**Q:** I have a molecular formula, a pencil and no computer, and I want the molar susceptibility. Langevin's formula says that every electron contributes to diamagnetism, so may I simply count electrons?

**A:** Test the idea on these phosphorus compounds, calculated with one density functional. A more negative value means a stronger diamagnetic response. The magnetisability is the same quantity per molecule in other units, so one column is enough.

Isotropic magnetisability and molar susceptibility of neutral singlet phosphorus compounds, calculated with PySCF 2.14.0 at the KT3/pcSseg-1 level with GIAOs and density fitting, non-relativistic and in the gas phase. Each molecule is a single conformer with its geometry optimised at the PBE0-D3(BJ)/def2-SVP level.

```
              system   formula  magnetisability (1e-30 J/T^2)  susceptibility (1e-6 cm^3/mol)
[SiH3]C[SiH2]P[SiH3]  CH11PSi3                        -1535.1                          -92.45
C=C[P+](C)(C)[AlH3-]  C4H12AlP                        -1361.4                          -81.98
  [SiH3]/C=C/[SiH2]P  C2H9PSi2                        -1237.4                          -74.52
  [BH3-][P+]1(N)CCC1  C3H11BNP                        -1203.3                          -72.46
        C=CP(C)(C)=N   C4H10NP                        -1142.0                          -68.77
  C[C@@H]1C[P@@H]1=O    C3H7OP                         -946.0                          -56.97
  N#C[BH2-][PH+](F)F  CH3BF2NP                         -843.3                          -50.78
         FP(F)[SiH3]   F2H3PSi                         -675.6                          -40.69
```

**Q:** Then counting fails. CH3BF2NP has 54 electrons and C3H7OP only 48, yet the ring compound responds more strongly.

**A:** Yes, and Langevin's formula itself tells you why. In units of 10⁻⁶ cm³/mol, which I use from here on, it reads

χ ≈ −0.79 Σ⟨r²⟩,

where χ is the susceptibility, r is an electron's distance from the nucleus in bohr, and the sum runs over the electrons. What counts is the area over which an electron circulates. The fluorine nucleus holds its many electrons close, so each of them adds little.

**Q:** In a molecule, from which point do I measure r? If I take the centre of mass, the electrons of an outlying silyl group are very far away.

**A:** And you would get an enormous answer. In the same calculations the diamagnetic term about the centre of mass is 7 to 15 times the total. A paramagnetic term of opposite sign takes nearly all of it back.

This cancellation has a simple reason. The field is uniform, so moving the origin can't change the physical response of a distant group. The large R² that its distance R brings into the diamagnetic term must therefore be removed by the paramagnetic one. What survives is mainly the circulation of electrons around their own atoms and bonds, and such local pieces can be added up. That is the idea behind Pascal's constants, which give each element a fixed contribution.

**Q:** So I need one constant for each element?

**A:** Fewer will do. Along a row of the periodic table electrons are added while the shell shrinks, and the two changes largely offset each other in Σ⟨r²⟩. On starting a new row, the outer electrons move into a wider shell, and the contribution jumps. This suggests one weight per row:

- each H: 1 point
- each B, C, N, O or F: 2 points
- each Al, Si or P: 4 points

Multiply the points by −3 for the susceptibility, or by −50 for the magnetisability in 10⁻³⁰ J/T².

**Q:** Does theory give 1 : 2 : 4?

**A:** It argues for the order, and it gives the scale for hydrogen: a free H atom, with ⟨r²⟩ = 3 bohr², has χ ≈ −2.4. For heavier atoms the free atom is a poorer guide, because a bonded atom is no longer round and keeps a paramagnetic part of its own, which weakens the response. The weights themselves are rounded from Pascal's constants, which as rough recalled values are 3 for H, 5 to 7 for B to F, and 13 for Al and Si. Phosphorus is the exception. Its customary constant, about 26, makes the sum too large in every row here, so I gave it the weight of its neighbours with these results in view.

**Q:** Let me try C4H12AlP, the AlH3 adduct. Twelve hydrogens give 12 points, four carbons 8, and aluminium and phosphorus together 8.

28 points × (−3) = −84

**A:** The calculation gives −82.0, so your estimate is about 2 % too large in size. Now take a compact molecule with fluorine, F2H3PSi.

**Q:** Three points for hydrogen, 4 for the fluorines, 8 for silicon and phosphorus.

15 points × (−3) = −45

The table has −40.7. That is 11 % too large.

**A:** It is the worst percentage miss of the eight; the average is between 3 and 4 %. Both of your molecules were among those I had in view when choosing the weight of phosphorus, so neither is an independent test. Electron counting, even with its best single factor, has a typical miss about three times as large as the point rule.

**Q:** Could I do better by adjusting the three weights?

**A:** Hardly, with eight molecules. A least-squares fit of three free weights to all rows gives about −3.1, −5.3 and −12.6, close to the rounded −3, −6 and −12. When each molecule is predicted from the other seven, however, the typical miss is about 5 units. That is a sensible margin to put on an estimate for a new molecule of this kind. The printed output after this text has the details.

**Q:** Would a better silicon weight at least repair F2H3PSi?

**A:** It would do harm elsewhere. In F2H3PSi the rule is too large by about 4 units, but in CH11PSi3, with three silicon atoms, it is too small by about 5. A lower silicon weight helps the first and hurts the second. An atom's share can depend on its neighbours, of which a bare formula keeps no record, and elements that share one weight may also differ among themselves. These eight rows can't tell the two causes apart.

**Q:** Can I trust differences between molecules?

**A:** Only large ones, and only roughly. Replace NH by AlH3 on the same vinyldimethylphosphorus unit: you gain two hydrogens and exchange a 2-point atom for a 4-point one. Four extra points predict a change of −12, and the calculation gives −13. Not every pair does so well: from C4H12AlP to CH11PSi3 the rule predicts a change of −3, and the calculation gives −10.5. Small differences are beyond the rule: C2H9PSi2 and C3H11BNP both have 25 points, although their computed values differ by 2 units. Isomers always tie.

**Q:** The three-membered ring, C3H7OP, comes out almost exactly. Does that mean it has no ring current?

**A:** No. A ring current worth a few units would be no larger than the errors we have just seen, so a good total can't exclude one. In an aromatic ring some electrons circulate around the whole ring, an area much wider than one atom. A sum of local pieces leaves this part out, so a count of atoms can give too weak a response, above all for several fused rings. No molecule in the table tests this.

**Q:** And if I leave this family of molecules?

**A:** Use the same reasoning about shells. The corresponding amine, with nitrogen in place of phosphorus, should be less diamagnetic than the phosphorus compound, and the arsenic compound more diamagnetic, because the outer shell widens down the group. Be careful with two phosphorus atoms or none: every molecule here has exactly one, so its weight may have absorbed an error common to all of them. With unpaired electrons the rule no longer gives the total, since spin paramagnetism usually outweighs these small numbers. A sum of this kind can still estimate the diamagnetic part, which is subtracted from a measured susceptibility to find the paramagnetic one.

**Q:** So the few per cent is my error against experiment?

**A:** It is your error against this calculation, which uses an approximate functional, a small basis set and a single rigid conformer in the gas phase. The distance from the calculation to a measured value comes on top.

Output of the analysis:

```
Rule and rivals, susceptibilities in 1e-6 cm^3/mol and magnetisability in 1e-30 J/T^2:
                   row  points  rule  computed  rule_less_computed  miss_in_size_percent  rule_magnetisability  electron_count_rule  Pascal_too_large_by  mean_diamagnetic_term
  [SiH3]C[SiH2]P[SiH3]      29   -87    -92.45                5.45                -5.895                 -1450               -86.35                10.45                  -1109
  C=C[P+](C)(C)[AlH3-]      28   -84    -81.98               -2.02                 2.464                 -1400               -74.68                15.82                 -881.5
    [SiH3]/C=C/[SiH2]P      25   -75    -74.52               -0.48                0.6441                 -1250               -74.68                15.58                  -1145
    [BH3-][P+]1(N)CCC1      25   -75    -72.46               -2.54                 3.505                 -1250               -65.35                16.04                 -578.8
          C=CP(C)(C)=N      24   -72    -68.77               -3.23                 4.697                 -1200               -65.35                15.83                 -603.1
    C[C@@H]1C[P@@H]1=O      19   -57    -56.97               -0.03               0.05266                  -950               -56.01                11.93                 -413.8
    N#C[BH2-][PH+](F)F      17   -51    -50.78               -0.22                0.4332                  -850               -63.01                15.12                 -609.1
           FP(F)[SiH3]      15   -45    -40.69               -4.31                 10.59                  -750               -58.35                19.61                 -394.3
fit of susceptibility on 8 rows: coefficient of nH -3.071 +/- 0.37, coefficient of n2 -5.289 +/- 0.56, coefficient of n3 -12.58 +/- 1; rms 2.28, worst FP(F)[SiH3] -4.26, leave-one-out rms 4.81
Best single factor per point (1e-6 cm^3/mol): -2.972
Root mean square miss of the point rule (1e-6 cm^3/mol): 2.948
Root mean square miss of the electron count rule (1e-6 cm^3/mol): 8.768
Mean size of the miss of the point rule (percent): 3.535
Computed change when NH is replaced by AlH3 (1e-6 cm^3/mol): -13.21
Change by the point rule when NH is replaced by AlH3 (1e-6 cm^3/mol): -12
Least excess of Pascal's sum after a recalled allowance of 5.5 for each C-C double bond (1e-6 cm^3/mol): 10.08
Smallest ratio of mean diamagnetic term to total: 7.263
Largest ratio of mean diamagnetic term to total: 15.36
Langevin value of a free hydrogen atom with mean square radius 3 bohr^2 (1e-6 cm^3/mol): -2.376
```
